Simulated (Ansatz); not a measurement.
## Ligand exchange: C4H9Br + GeH3(CH3) → C5H12 + GeH3Br

Species: C4H9Br (1-bromobutane) `CCCCBr`, singlet; GeH3(CH3), singlet; C5H12 (pentane) `CCCCC`, singlet; GeH3Br `[GeH3][Br]`, singlet. The partners trade Br for CH3: C–Br and Ge–CH3 bonds give way to C–CH3 and Ge–Br.

Shapes, held fixed at every level: PBE0-D4/def2-TZVP. Flexible molecules stand in one conformer, not always the lowest. Programs: Ansatz 0.2.0. Electronic energies: no zero-point or thermal term.

```
              level                   kind  ΔE (kJ/mol)  less CCSD(T)/def2-TZVPP
        HF/def2-SVP           Hartree–Fock       -117.6                    -27.4
   SPW92/def2-TZVPP                    LDA        -90.7                     -0.5
  PBE-D4/def2-TZVPP                    GGA        -90.6                     -0.4
B3LYP-D4/def2-TZVPP          global hybrid        -95.0                     -4.8
   CCSD(T)/def2-SVP  coupled cluster or CI       -107.9                    -17.7
      CCSD/def2-SVP  coupled cluster or CI       -110.2                    -20.0
    CCSD/def2-TZVPP  coupled cluster or CI        -93.4                     -3.2
 CCSD(T)/def2-TZVPP  coupled cluster or CI        -90.2                      0.0
```

The highest level, CCSD(T)/def2-TZVPP, gives ΔE = -90.2 kJ/mol; the levels span -117.6 to -90.2. The column of differences is taken from that level and isn't an error. No measured value is set beside it here. Relativity is left out for Br, Ge. Outer-core shells of Br, Ge are correlated in most correlated rows, in sets that cover them unevenly.

The exchange is clearly exothermic at every level, as bond polarity and overlap would suggest. Bromine moves from carbon to the more electropositive germanium, where the bond gains ionic character, while the methyl group gives up a bond to germanium's diffuse valence orbitals for a compact, well-overlapping C–C bond.

The basis set matters more than the treatment of triple excitations. Going from def2-SVP to def2-TZVPP takes CCSD(T) from -107.9 to -90.2 kJ/mol, whereas the triples make the reaction only slightly less exothermic in either basis. Much of the Hartree–Fock offset of -27.4 kJ/mol is therefore probably due to its small basis rather than to missing correlation. The near-coincidence of SPW92 and PBE-D4 with the highest level probably owes much to error cancellation, since the number of single bonds is conserved, and doesn't show that either functional describes the individual bonds well. With so large a basis shift, differences of a few kJ/mol among the def2-TZVPP results can't securely rank the methods.
